# Occupation numbers at fixed particle number: the exact canonical recursion and its large-N limit

The Fermi function of device physics describes electrons exchanged with a reservoir at a fixed Fermi level. A quantum dot in Coulomb blockade, a floating nanocrystal or a free metal cluster exchanges heat with its surroundings but holds a fixed integer number of electrons. Its occupations obey an exact recursion in $N$. The Fermi and Bose functions are the fixed points of that recursion, and the departure from them is set by the inverse variance of the particle number.

## 1. Premises and notation

1. The particles are identical and independent. The single-particle states $k$ (spin included, each member of a degenerate shell counted separately) have energies $\varepsilon_k$ that do not depend on $N$ or on the occupations.
2. A many-particle state is a list of occupations $\{n_j\}$ with energy $\sum_j n_j\varepsilon_j$. Bosons allow $n_j=0,1,2,\dots$, fermions $n_j=0,1$. We write $\eta=+1$ for bosons and $\eta=-1$ for fermions.
3. The system is in contact with a heat bath at temperature $T$, $\beta=1/k_BT$, and $N$ is fixed (canonical ensemble).

With the weight $w(\{n\})=\exp(-\beta\sum_j n_j\varepsilon_j)$,

$$Z_N=\sum_{\{n\},\,\sum n_j=N} w,\qquad F_N=-k_BT\ln Z_N,\qquad \langle n_k\rangle_N=\frac1{Z_N}\sum_{\{n\},\,\sum n_j=N} n_k\,w .$$

$Z_0=1$. For fermions in $M$ states, $N+1\le M$ is assumed so that $Z_{N+1}>0$. The free energy needed to add one particle defines

$$\mu_N\equiv F_{N+1}-F_N,\qquad e^{\beta\mu_N}=Z_N/Z_{N+1}.\tag{1}$$

## 2. The exact recursion

Consider $Z_{N+1}\langle n_k\rangle_{N+1}=\sum n_k w$ over the configurations of $N+1$ particles. Only those with $n_k\ge1$ contribute. Remove one particle from state $k$. The result is a configuration $\{n'\}$ of $N$ particles with $n'_k=n_k-1$, and the weights are related by $w=e^{-\beta\varepsilon_k}w'$.

**Bosons.** The map is one-to-one onto all $N$-particle configurations, since a boson can be added to $k$ in any of them. With $n_k=n'_k+1$,

$$Z_{N+1}\langle n_k\rangle_{N+1}=e^{-\beta\varepsilon_k}\sum (1+n'_k)\,w'=e^{-\beta\varepsilon_k}Z_N\,(1+\langle n_k\rangle_N).$$

**Fermions.** Here $n_k=1$, and the map is one-to-one onto the $N$-particle configurations with $k$ empty. The factor $1-n'_k$ is 1 on those and 0 on the others, so

$$Z_{N+1}\langle n_k\rangle_{N+1}=e^{-\beta\varepsilon_k}\sum (1-n'_k)\,w'=e^{-\beta\varepsilon_k}Z_N\,(1-\langle n_k\rangle_N).$$

Dividing by $Z_{N+1}$ and using (1) gives, for any $N$, $T$ and spectrum,

$$\boxed{\langle n_k\rangle_{N+1}=e^{-\beta(\varepsilon_k-\mu_N)}\,\bigl(1+\eta\langle n_k\rangle_N\bigr)}\tag{2}$$

The recursion is closed. Summing (2) over $k$ must give $N+1$, which fixes

$$e^{-\beta\mu_N}=\frac1{N+1}\sum_k e^{-\beta\varepsilon_k}\bigl(1+\eta\langle n_k\rangle_N\bigr),$$

and the start is $\langle n_k\rangle_0=0$. Inserting (2) into itself down to $N=0$ makes the ratios (1) telescope:

$$\langle n_k\rangle_N=\sum_{m=1}^N\eta^{m-1}e^{-m\beta\varepsilon_k}\frac{Z_{N-m}}{Z_N},\qquad Z_N=\frac1N\sum_{m=1}^N\eta^{m-1}z(m\beta)\,Z_{N-m},$$

where $z(\beta)=\sum_ke^{-\beta\varepsilon_k}$ and the second form is the first summed over $k$.

For fermions these forms need care in floating point. A rounding error in $\langle n_k\rangle_N$ is multiplied by $-e^{\beta(\mu_N-\varepsilon_k)}$ in each step, so it grows once state $k$ lies below $\mu_N$. A stable route is to obtain $Z_N$ as the coefficient of $\lambda^N$ in $\prod_k(1+\lambda e^{-\beta\varepsilon_k})$, multiplied out factor by factor, which adds positive terms only.

## 3. The fixed point and the exact remainder

Let $x_k=e^{-\beta(\varepsilon_k-\mu_N)}$. If adding one particle leaves the occupation of $k$ unchanged, (2) becomes $n=x_k(1+\eta n)$, with solution

$$f_k(\mu_N)=\frac{x_k}{1-\eta x_k}=\frac1{e^{\beta(\varepsilon_k-\mu_N)}-\eta},\tag{3}$$

the Bose–Einstein function for $\eta=+1$ and the Fermi–Dirac function for $\eta=-1$. For bosons (3) needs $x_k<1$. This holds: adding a boson to $k$ produces only the configurations with $n_k\ge1$, so $Z_{N+1}>e^{-\beta\varepsilon_k}Z_N$ whenever a second state exists, and $\mu_N$ lies below the lowest level.

The neglected quantity is $\Delta_k\equiv\langle n_k\rangle_{N+1}-\langle n_k\rangle_N$. Put $\langle n_k\rangle_{N+1}=\langle n_k\rangle_N+\Delta_k$ in (2), solve for $\langle n_k\rangle_N$, and use $1/(1-\eta x_k)=1+\eta f_k$:

$$\langle n_k\rangle_N=f_k-(1+\eta f_k)\Delta_k,\qquad \langle n_k\rangle_{N+1}=f_k\,(1-\eta\Delta_k),\qquad f_k=f_k(\mu_N).\tag{4}$$

Both are exact. The added particle must go somewhere, so

$$\sum_k\Delta_k=1.\tag{5}$$

For fermions every $\Delta_k\ge0$. Let $A_N$ be the partition function with state $k$ deleted and $q=e^{-\beta\varepsilon_k}$. Then $Z_N=A_N+qA_{N-1}$ and $\langle n_k\rangle_N/(1-\langle n_k\rangle_N)=qA_{N-1}/A_N$. This rises with $N$ if $A_N^2\ge A_{N-1}A_{N+1}$ (log-concavity). That property holds for a single state, with sequence $1,q,0,\dots$, and it survives the addition of a state, because

$$Z_N^2-Z_{N-1}Z_{N+1}=(A_N^2-A_{N-1}A_{N+1})+q\,(A_NA_{N-1}-A_{N-2}A_{N+1})+q^2(A_{N-1}^2-A_{N-2}A_N).$$

Each bracket is non-negative when the ratios $A_{N+1}/A_N$ decrease with $N$. By induction $A_N$ and $Z_N$ are log-concave, so $0\le\Delta_k\le1$ by (5), and $\mu_N\ge\mu_{N-1}$ by (1).

Now read (4) for one fermion system of $N$ particles, writing $\Delta_k(N)$ for the step from $N$ to $N+1$:

$$\langle n_k\rangle_N=f_k(\mu_{N-1})\,[1+\Delta_k(N-1)],\qquad 1-\langle n_k\rangle_N=[1-f_k(\mu_N)]\,[1+\Delta_k(N)].\tag{6}$$

The electron tail is a Fermi function with $\mu_{N-1}$ and the hole tail a Fermi function with $\mu_N$, each exact to within a factor between 1 and 2. A system of fixed $N$ thus has two Fermi levels, with the electron level below the hole level. This is the ordering of quasi-Fermi levels in a reverse-biased junction, and it has the same consequence: for sparsely populated states the electron–hole product is reduced below its mass-action value by $e^{-\beta(\mu_N-\mu_{N-1})}$. One Fermi function suffices only if $\mu_N-\mu_{N-1}\ll k_BT$.

## 4. First correction in the inverse variance

The usual reference is the grand-canonical ensemble with $\mu$ chosen so that $\sum_kf_k(\mu)=N$. Let $a=\beta\mu$ and let primes denote $\partial/\partial a$. From (3),

$$f'=f(1+\eta f),\qquad f''=f(1+\eta f)(1+2\eta f).$$

Each derivative of $\ln\Xi=\ln\sum_Ne^{aN}Z_N$ with respect to $a$ yields the next cumulant of $N$, so the variance and the third cumulant are

$$\sigma^2=\sum_kf_k'=k_BT\,\frac{\partial\langle N\rangle}{\partial\mu},\qquad \kappa_3=\sum_kf_k''.$$

Assume $\sigma^2\gg1$ and that the higher cumulants are no larger than of order $\sigma^2$. For fermions the second condition is automatic: every derivative of $f$ is $f(1-f)$ times a polynomial bounded on $0\le f\le1$, and $|\kappa_3|\le\sigma^2$ in particular.

**Step 1, the size of $\Delta_k$.** Subtract the first relation (4) at $N$ from the same relation at $N+1$, with $a_N=\beta\mu_N$. The change of the term $(1+\eta f_k)\Delta_k$ over one step is the change of a quantity that is already small, hence second order. To first order $\Delta_k=f_k'\,(a_{N+1}-a_N)$, and (5) gives

$$a_{N+1}-a_N=\frac1{\sigma^2},\qquad \Delta_k=\frac{f_k(1+\eta f_k)}{\sigma^2}.\tag{7}$$

The splitting of the two Fermi levels in (6) is therefore $k_BT/\sigma^2$, and $1/\sigma^2$ is the expansion parameter.

**Step 2, the offset of $\mu_N$.** Write $a_N=a+\delta$, so $f_k(\mu_N)=f_k+f_k'\delta$, with $f_k$ now taken at $\mu$. Sum (4) over $k$. Since $\sum_k\langle n_k\rangle_N=\sum_kf_k=N$, we need $\sigma^2\delta=\sum_k(1+\eta f_k)f_k'/\sigma^2$. The identity $1+\eta f=\tfrac12[1+(1+2\eta f)]$ turns the sum into $\tfrac12(\sigma^2+\kappa_3)$, so

$$\beta(\mu_N-\mu)=\delta=\frac1{2\sigma^2}+\frac{\kappa_3}{2\sigma^4}.\tag{8}$$

**Step 3, the occupation.** Insert (7) and (8) into (4): $\langle n_k\rangle_N=f_k+f_k'\,[\delta-(1+\eta f_k)/\sigma^2]$, that is

$$\boxed{\langle n_k\rangle_N=f_k+f_k(1+\eta f_k)\left[\frac{\kappa_3}{2\sigma^4}-\frac{1+2\eta f_k}{2\sigma^2}\right]+O(\sigma^{-4})}\tag{9}$$

The correction sums to zero over $k$, as it must.

**Independent route.** The grand-canonical ensemble is a mixture of canonical ones, $f_k=\sum_{N'}P(N')\langle n_k\rangle_{N'}$ with $P(N')\propto e^{aN'}Z_{N'}$ of mean $N$ and variance $\sigma^2$. Expanding about $N$ gives $f_k=\langle n_k\rangle_N+\tfrac12\sigma^2\,d^2\langle n_k\rangle/dN^2+\dots$ Each derivative $d/dN=\sigma^{-2}\partial/\partial a$ brings a factor $\sigma^{-2}$, so the dropped terms (such as $\kappa_3$ times the third derivative and $\sigma^4$ times the fourth) are $O(\sigma^{-4})$. In the correction term $\langle n_k\rangle$ may be replaced by $f_k$, and $d^2f/dN^2=f''/\sigma^4-f'\kappa_3/\sigma^6$. This reproduces (9).

## 5. What the variance is in typical cases

**Non-degenerate gas.** For $f\ll1$, $\sigma^2=\kappa_3=N$ and the bracket in (9) vanishes. The Boltzmann result $Ne^{-\beta\varepsilon_k}/z$ is indeed the same in both ensembles.

**Degenerate electrons, smooth spectrum.** With a density of states $D$ that is constant over a few $k_BT$ around $\mu$, $\sigma^2=D\int f(1-f)\,d\varepsilon=Dk_BT=k_BT/d$, where $d=1/D$ is the mean spacing of states. The criterion is $k_BT\gg d$, not $N\gg1$: electrons deep in the Fermi sea add nothing to $\sigma^2$.

**Open shell.** Let a shell of $g$ degenerate states at $\varepsilon_s$ hold $p$ electrons, $0<p<g$, with $k_BT$ far below the distance to other shells. Then $f=p/g$ in both ensembles, $\sigma^2=p(g-p)/g$ stays finite as $T\to0$, and $\kappa_3=\sigma^2(1-2f)$. For a higher state, (2) gives $\langle n_k\rangle_N\approx e^{-\beta\varepsilon_k}Z_{N-1}/Z_N=e^{-\beta(\varepsilon_k-\varepsilon_s)}\binom g{p-1}/\binom gp=e^{-\beta(\varepsilon_k-\varepsilon_s)}\,p/(g-p+1)$, while the Fermi function has $p/(g-p)$. The ratio $(g-p)/(g-p+1)$ agrees to first order in $1/(g-p)$ with the value $1-1/(g-p)$ from (9). A low temperature alone does not make the correction large; a small variance does.

**Closed shell or intrinsic semiconductor.** Let the filled states end at $E_v$ and the empty ones start at $E_c=E_v+E_g$. Define the effective numbers of states $N_v=\sum_{\rm filled}e^{\beta(\varepsilon_k-E_v)}$ and $N_c=\sum_{\rm empty}e^{-\beta(\varepsilon_k-E_c)}$, and $N_i^2=N_cN_ve^{-\beta E_g}$. In the non-degenerate grand-canonical case the mean numbers of electrons and holes both equal $N_i$ (the intrinsic density times the volume), $\sigma^2=2N_i$ and $\kappa_3=0$. At fixed $N$, carriers appear only in pairs. Relative to the ground state, $m$ pairs have weight $N_i^{2m}/(m!)^2$ when multiple use of the same state can be ignored. With the series $I_0(2y)=\sum_my^{2m}/(m!)^2$ and $I_0'=I_1$ for the modified Bessel functions,

$$\langle m\rangle=\frac{N_i}{2}\frac{d}{dN_i}\ln I_0(2N_i)=N_i\,\frac{I_1(2N_i)}{I_0(2N_i)}.\tag{10}$$

For $N_i\gg1$ this is $N_i-\tfrac14$, and (9) gives the same: $N_i[1-1/(2\sigma^2)]=N_i-\tfrac14$. For $N_i\ll1$ only $m=0,1$ matter and $\langle m\rangle=N_i^2=N_cN_ve^{-\beta E_g}$. The activation energy doubles from $E_g/2$ to $E_g$, and the Fermi function overstates the excitation by the factor $1/N_i=2/\sigma^2$.

## 6. Range of validity

- Equations (2), (4), (5) and (6) are exact under the premises of section 1. The systems with $N$ and $N+1$ particles share one spectrum; the neighbour is a counting device, not the next member of a series of clusters.
- A charging energy $U(N)$ that depends on $N$ alone multiplies $Z_N$ by $e^{-\beta U(N)}$ and cancels from every canonical occupation. Equation (2) holds with $\mu_N$ computed without $U$. Interactions that depend on which states are filled (exchange, electron–hole attraction, distortion of the ionic frame) are outside the premises.
- For fermions, the single Fermi function and the correction (9) require $\sigma^2\gg1$. For $\sigma^2\lesssim1$ use (2) or the product form of $Z_N$.
- For bosons, (4) shows that $\langle n_k\rangle_{N+1}$ falls short of $f_k(\mu_N)$ by the fraction $\Delta_k$. Once a condensate of $n_0\gg1$ particles forms, nearly all of an added particle enters it, $\Delta_0$ approaches 1, and the fixed-point step fails for that state. The cumulants then scale as $\sigma^2\approx n_0^2$, $\kappa_3\approx2n_0^3$, which violates the assumption behind (9). States with $\Delta_k\ll1$ keep the Bose form with $\mu_N$ close to the lowest level.

## 7. Illustration: sodium clusters in a spherical shell model

Each Na atom contributes one valence electron. Take the typical density parameter $r_s\approx3.93\,a_0$, which gives the free-electron Fermi energy $E_F=(9\pi/4)^{2/3}\hbar^2/(2m_er_s^2)=3.24$ eV. For Na$_{20}$ the radius is $R=r_sN^{1/3}=0.565$ nm and the charging energy $e^2/(4\pi\epsilon_0R)=2.55$ eV, against $k_BT=34.5$ meV at 400 K. The electron number is fixed, and the ionic vibrations act as the heat bath.

The model levels are those of a spherical oscillator with a term that lowers high angular momenta,

$$\varepsilon_{\nu l}=\hbar\omega_0\left\{\nu+\tfrac32-u\left[l(l+1)-\tfrac12\nu(\nu+3)\right]\right\},\qquad g=2(2l+1),$$

where $\nu$ is the oscillator shell and $\tfrac12\nu(\nu+3)$ is the mean of $l(l+1)$ in it. We assume the customary scaling $\hbar\omega_0=E_FN^{-1/3}$ and the illustrative value $u=0.04$. For $N=20$, $\hbar\omega_0=1.194$ eV.

| shell | 1s | 1p | 1d | 2s | 1f | 2p | 1g |
|---|---|---|---|---|---|---|---|
| $g$ | 2 | 6 | 10 | 2 | 14 | 6 | 18 |
| $\varepsilon/\hbar\omega_0$ | 1.50 | 2.50 | 3.46 | 3.70 | 4.38 | 4.78 | 5.26 |
| $\varepsilon-\varepsilon_{2s}$ (eV) | −2.627 | −1.433 | −0.287 | 0 | 0.812 | 1.290 | 1.863 |

The model consists of these 58 states with the energies as printed. Twenty electrons fill them through 2s, so $E_g=0.812$ eV. Counting from the filled configuration, let $H_m$ and $E_m$ be the coefficients of $\lambda^m$ in $\prod_{\rm filled}(1+\lambda e^{\beta\varepsilon_k})$ and $\prod_{\rm empty}(1+\lambda e^{-\beta\varepsilon_k})$. Up to one common factor, $Z_{20}=\sum_mH_mE_m$, $Z_{21}=\sum_mH_mE_{m+1}$ and $Z_{19}=\sum_mH_{m+1}E_m$; an occupation follows by deleting one factor, as in section 3. Energies below are in eV from the 2s level. Only 400 K is a realistic cluster temperature. The two higher values are formal electronic temperatures, of the size used as smearing widths in band-structure codes.

| quantity | 400 K | 0.10 eV (1160 K) | 0.25 eV (2901 K) |
|---|---|---|---|
| $\mu_{19}$ | 0.024 | 0.094 | 0.214 |
| $\mu$ (grand canonical) | 0.372 | 0.320 | 0.262 |
| $\mu_{20}$ | 0.721 | 0.548 | 0.318 |
| $\sigma^2$ | $8.12\times10^{-5}$ | 0.199 | 2.67 |
| 1f occupation, canonical | $1.18\times10^{-10}$ | $7.58\times10^{-4}$ | 0.0861 |
| 1f occupation, Fermi | $2.90\times10^{-6}$ | $7.23\times10^{-3}$ | 0.0999 |
| 2s vacancy, canonical | $8.23\times10^{-10}$ | $4.15\times10^{-3}$ | 0.233 |
| 2s vacancy, Fermi | $2.03\times10^{-5}$ | $3.92\times10^{-2}$ | 0.259 |
| electrons above the gap, canonical | $1.65\times10^{-9}$ | 0.0107 | 1.310 |
| electrons above the gap, Fermi | $4.06\times10^{-5}$ | 0.102 | 1.525 |

**At 0.25 eV** the expansion works moderately well. With $\kappa_3=0.218$, (9) gives 0.0878 for the 1f occupation, 0.239 for the 2s vacancy and 1.335 electrons above the gap, each much nearer the canonical entry than the Fermi value is. Equation (8) gives $\mu_{20}=0.313$ eV against the exact 0.318 eV. The recursion can be followed for a 1f state: $x=e^{-\beta(\varepsilon_{1f}-\mu_{20})}=0.1384$, so $\langle n\rangle_{21}=0.1384\,(1-0.0861)=0.1265$ and $\Delta=0.0404$; the estimate (7), evaluated at $\mu$, is 0.034. The next shells of the level formula (2d, 3s, 1h), left out of the model, would hold about 0.002 electrons at this temperature.

**At 0.10 eV**, $1/(2\sigma^2)=2.5$ and (9) returns a negative 1f occupation, so the series is useless. Equation (10), with $N_v=2.567$, $N_c=14.05$ and $N_i=0.104$, gives 0.0107 pairs, as in the table.

**At 400 K**, $N_v=2.002$, $N_c=14.00$ and $N_i=4.06\times10^{-5}$. The canonical pair number is $N_i^2$, smaller than the Fermi value by a factor $2.5\times10^4$. The two levels of (6) lie near the opposite edges of the gap, $\mu_{19}=k_BT\ln N_v$ and $\mu_{20}=E_g-k_BT\ln N_c$, with $\mu$ midway.

The same limit covers the other closed shells at 400 K, keeping only the two shells at the gap. For $N=8$ (1p to 1d), $\hbar\omega_0=1.62$ eV, $E_g=(1-u)\hbar\omega_0=1.555$ eV and $N_vN_c=60$; the pair numbers are $1.5\times10^{-18}$ (canonical) and $1.2\times10^{-9}$ (Fermi). For $N=40$ (2p to 1g), $\hbar\omega_0=0.947$ eV, $E_g=(1-13u)\hbar\omega_0=0.455$ eV and $N_vN_c=108$; they are $2.0\times10^{-4}$ and $1.4\times10^{-2}$. All three closed shells lie at $\sigma^2\ll1$. For sizes in between, the open-shell result of section 5 would apply to a spherical cluster, but real open-shell clusters deform, the degeneracy splits, and the actual levels must be inserted in (2).

These numbers belong to the model, not to sodium. At 400 K a change of 0.1 eV in the excitation energy changes the canonical pair number by a factor 18 and the Fermi value by 4.3. Exchange, electron–hole attraction and thermal motion of the ions, all neglected, shift excitation energies by amounts typically of the order of 0.1 eV or more. The model gaps are also large: self-consistent spherical jellium calculations typically give about 0.5 eV for Na$_{20}$, so the model is high by roughly 60 per cent, and their gaps are typically lower by roughly a quarter at $N=8$ and by half or more at $N=40$. With $E_g=0.5$ eV and $N_vN_c=28$, the pair numbers at 400 K become $1.4\times10^{-5}$ (canonical) and $3.7\times10^{-3}$ (Fermi). The absolute values rise by orders of magnitude, while the relation $\langle m\rangle_{\rm canonical}=N_i^2$ with $N_i\ll1$ is unchanged.